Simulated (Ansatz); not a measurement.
# Work function of free-standing, unrelaxed Re films from 1 to 13 layers in PBE

A thin rhenium coating on a hot emitter changes the barrier that electrons must cross to leave it. At roughly 2000 K, where kT is about 0.17 eV, a work function higher by 0.1 eV cuts the emission by a factor of about exp(0.1 / 0.17) = 1.8. I therefore need to know how many layers a film must have before its work function is that of thick metal. The films here are free-standing slabs with atoms at bulk places, calculated with PBE. The work function Φ is the vacuum level outside the slab less the Fermi level, and ΔΦ compares each film with the slab of 13 layers, which serves as the thick-film value.

## Method

Ansatz 0.2.0, plane-wave Kohn-Sham DFT with its default PAW datasets at a cutoff of 420 eV. Symmetric 1×1 slabs of 1 to 13 layers are cut at the tabulated measured lattice constant with atoms at bulk places and 18 Å of vacuum. In-plane k-spacing 0.15 Å⁻¹ (2π included), Fermi-Dirac smearing of 0.1 eV, dipole correction on. Spin-paired. Scalar-relativistic, no spin-orbit coupling. PBE. The crystal is hcp; the mesh is the same for all thicknesses of a face.

Notes on method and selection:

- Confinement between the two faces quantises the states along the normal, so values can oscillate with thickness.
- The atoms are not relaxed; free films of one to three layers would take another lattice constant.
- Very thin films of spin-paired d elements may in truth carry a moment.
- Runs in which the search for lower states was switched off are not listed.
- Work functions and vacuum levels are read from the electrostatic potential (Hartree and local ionic parts), which a warning of a rough exchange-correlation potential in thin density does not concern.
- Error sizes named in these notes are rules of thumb and were not measured on these runs.
- The default PAW datasets of this version of Ansatz are the set soft_2.
- Runs that did not converge, have known faults or may not be shown are not listed, and runs on Ansatz's PAW sets soft_1 and soft_2 are kept to separate tables.

Columns:

- layers: number of atomic layers.
- thickness (Å): distance between the outermost atomic planes.
- Φ (eV): work function: vacuum level outside the slab less the Fermi level.
- ΔΦ to thickest (eV): work function less that of the thickest slab of the same face.

Input lines of one member:

```
kpoints:
  mp_grid: { grid: [17, 17, 1] }
hamiltonian:
  xc: pbe
scf:
  occupations: { method: fermi_dirac, width: 0.1 }
  convergence: { dr2_threshold: 1.0e-09 }
efield:
  axis: 3
  dipole_correction: true
  ramp_position: 0.97
  ramp_width: 0.06
output:
  write_potential: true
  write_density: true
```

Command (options for logging and memory left out): `ansatz run input.yaml --threads 2 --backend cpu`

## Numbers

| member | layers | thickness (Å) | Φ (eV) | ΔΦ to thickest (eV) |
| --- | --- | --- | --- | --- |
| 1 layer | 1 | 0.00 | 5.685 | 0.65213 |
| 2 layers | 2 | 2.23 | 5.139 | 0.10554 |
| 3 layers | 3 | 4.46 | 5.108 | 0.07450 |
| 4 layers | 4 | 6.69 | ? | ? |
| 5 layers | 5 | 8.91 | 5.043 | 0.00926 |
| 6 layers | 6 | 11.14 | 5.031 | −0.00247 |
| 7 layers | 7 | 13.37 | 5.030 | −0.00379 |
| 8 layers | 8 | 15.60 | 5.029 | −0.00411 |
| 10 layers | 10 | 20.06 | 5.033 | −0.00077 |
| 13 layers | 13 | 26.74 | 5.033 | 0.00000 |

Cells marked ? are withheld until the estimate has been made.

## Interpretation

Most of the change comes with the second layer. From one layer to two, Φ falls by 5.685 − 5.139 = 0.546 eV, while from two to three it falls by only 5.139 − 5.108 = 0.031 eV. At five layers it is 0.009 eV above the thickest slab, and from six layers on, at a thickness of 11.14 Å, every film shown lies within 0.005 eV of it.

The early arrival is what metallic screening leads me to expect. Φ can be written as D − E_F, where D is the rise in an electron's electrostatic energy from the mean interior of the film to the vacuum, and E_F is the Fermi level measured from that same interior. The dipole behind D forms within the outermost layers, because a metal screens charge over a distance of the order of one atomic spacing. Once the two faces no longer disturb each other, a further layer adds only interior metal and leaves both terms nearly unchanged.

The single layer has no interior. Its atoms have six nearest neighbours, against nine in the surface layer of a thicker close-packed slab, and both faces draw on the same electrons. D and E_F can both shift as a result, and the table gives only their difference. The layer is also held at the bulk in-plane spacing and kept spin-paired, so its excess of 0.652 eV belongs to that constrained film.

The approach is not a single exponential. ΔΦ shrinks by a factor of 0.106 / 0.652 = 0.16 at the second layer but only by 0.075 / 0.106 = 0.71 at the third. Confinement between the faces can make Φ oscillate with thickness, but the differences of a few thousandths of an eV beyond six layers are too small for me to read as such an oscillation. In further runs on one slab of medium thickness, relaxing the atoms lowered Φ and spin-orbit coupling raised it, each by more than these differences, so the flat end of the series shows convergence with thickness and not an accuracy of 0.005 eV.

## An estimate before looking

Plain estimates from the members shown:

- 4 layers, straight-line interpolation between 3 layers and 5 layers: w = (4 − 3) / (5 − 3) = 0.500, so 5.108 + 0.500 × (5.043 − 5.108) = 5.075 eV

The film of four layers lies between two close neighbours, and I take the straight line between them. With ΔΦ this gives 5.033 + (0.0745 + 0.0093) / 2 = 5.075 eV.

I tried the same rule on three films that are shown. Three layers, from two and five, come out at 5.139 + (5.043 − 5.139) / 3 = 5.107 eV, against 5.108 eV in the table. Five layers, from three and six, come out at 5.108 + 2 × (5.031 − 5.108) / 3 = 5.057 eV, which is 0.014 eV too high. Six layers, from five and seven, come out about 0.005 eV too high. The rule fails badly only when the single layer is one of the end points: two layers are then overestimated by 0.26 eV. That film plays no part in the present estimate.

A line runs too high where the decay flattens, so I also considered a constant shrinking factor per layer. It would put four layers at 5.033 + √(0.0745 × 0.0093) = 5.059 eV. Applied to three layers from two and five, however, the factor per layer is the cube root of 0.0093 / 0.106, about 0.44. This gives 5.033 + 0.44 × 0.106 = 5.080 eV, which is too low by 5.108 − 5.080 = 0.028 eV, so I keep the line without a shift.

For the error I take 0.015 eV, close to the largest of the three misses, because three trials are few and confinement could move a film this thin by a similar amount.

**Committed estimate, 4 layers: Φ = 5.075 ± 0.015 eV.**

## Outcome

| member | layers | thickness (Å) | Φ (eV) | ΔΦ to thickest (eV) |
| --- | --- | --- | --- | --- |
| 4 layers | 4 | 6.69 | 5.050 | 0.01662 |

| member | estimate | Φ (eV) | computed | estimate − computed | miss in error bars |
| --- | --- | --- | --- | --- | --- |
| 4 layers | committed | 5.075 | 5.050 | +0.025 | 1.7 |
| 4 layers | interpolation | 5.075 | 5.050 | +0.026 |  |

My estimate of 5.075 eV was 0.025 eV too high and fell outside its error bar, by 1.7 times the bar. It was the straight-line interpolation itself, so it did no better than the plain estimate.

The mistake was to keep the line without a shift. Two of my three trials had come out too high, as a line does on a flattening decay, and I let the good result at three layers outweigh them. The constant shrinking factor that I rejected gave 5.059 eV, which is only 0.009 eV too high. An error bar drawn from three trials was also too narrow.

The early approach to the thick-film value held, and it is even earlier than I assumed. Φ falls by 5.108 − 5.050 = 0.058 eV from three layers to four, and by only 5.050 − 5.043 = 0.007 eV from four to five. This fits screening within the outermost layers, but the step to the fourth layer is larger than the 0.031 eV step to the third, so a smooth decay is not the whole account.

## Where the trend breaks

The single layer stands far from all the others, 0.652 eV above the thickest slab, while the next film is only 0.106 eV above it. The likeliest reason is that it has no interior: both faces share one layer of atoms, and neither the surface dipole nor the Fermi level has its thick-film value. A free layer would also take another in-plane spacing and might carry a moment. Either could change the size of the excess, in a direction that the table does not show.

The film of three layers is a much smaller exception. A constant shrinking factor between its neighbours would put it √(0.106 × 0.017) = 0.042 eV above the thickest slab, whereas it lies 0.075 eV above, an excess of about 0.03 eV. Confinement is a possible cause, since it can shift Φ either way as quantised states move past the Fermi level with each added layer. Interaction between the two faces, still close together at 4.46 Å, is another.

## Measured against computed

| member | quantity | measured | computed | computed − measured | conditions | source |
| --- | --- | --- | --- | --- | --- | --- |
| 13 layers | Φ (eV) | 5.15 | 5.033 | −0.117 | compiled values differ between sources by a tenth of an eV or more; compiled experimental value; Re(0001) single-crystal face | [1] |

Sources:

[1] "Anisotropic work function of elemental crystals" (2019, arXiv:1902.07811)

Only the slab of 13 layers has a measured partner, a compiled value for the (0001) face of a single crystal. The computed Φ is lower by 0.117 eV, or 0.117 / 5.15 = 2.3 %. Compiled values differ between sources by a tenth of an eV or more, so this one comparison does not establish that the calculation is too low.

If the deficit is real, PBE is a likely contributor, as it often gives metal work functions that are low by one or a few tenths of an eV. The missing spin-orbit coupling acts in the same direction, because including it raises Φ. The missing relaxation acts the other way: relaxed atoms would lower Φ and widen the gap. On the experimental side, adsorbed gas or an imperfect face can shift the value, and the method of measurement is not stated.

The trend with thickness is not tested here, since the thinner films have no measured values. From four layers on, the computed differences from the thickest slab are at most 0.017 eV, well below the disagreement between sources.

## Conclusions

For these free-standing films, four layers bring Φ within 0.017 eV of the thickest slab, and from six layers on every film shown is within 0.005 eV. A film between six and thirteen layers can therefore be given the thick-film value with an error of a few thousandths of an eV. Among films of two to five layers, interpolation can miss by some hundredths, and the single layer should not serve as an end point.

At 2000 K, with the same emission prefactor, the excess at four layers reduces thermionic emission to exp(−0.017 / 0.17) = 0.90 of the thick-film value. A real coating also exchanges charge with its support, which these slabs leave out.

Relaxation lowers Φ and spin-orbit coupling raises it, each by more than the roughly 0.004 eV over which the films from six layers on are spread. The absolute value is therefore less certain than the flat end of the series suggests, and the table does not show whether relaxed films would settle at the same thickness.

[Logs are printed without paths, hosts, clocks, repeated set-up lines and the standing remarks that a program may print on its own settings, such as how far it seeks lower states.]
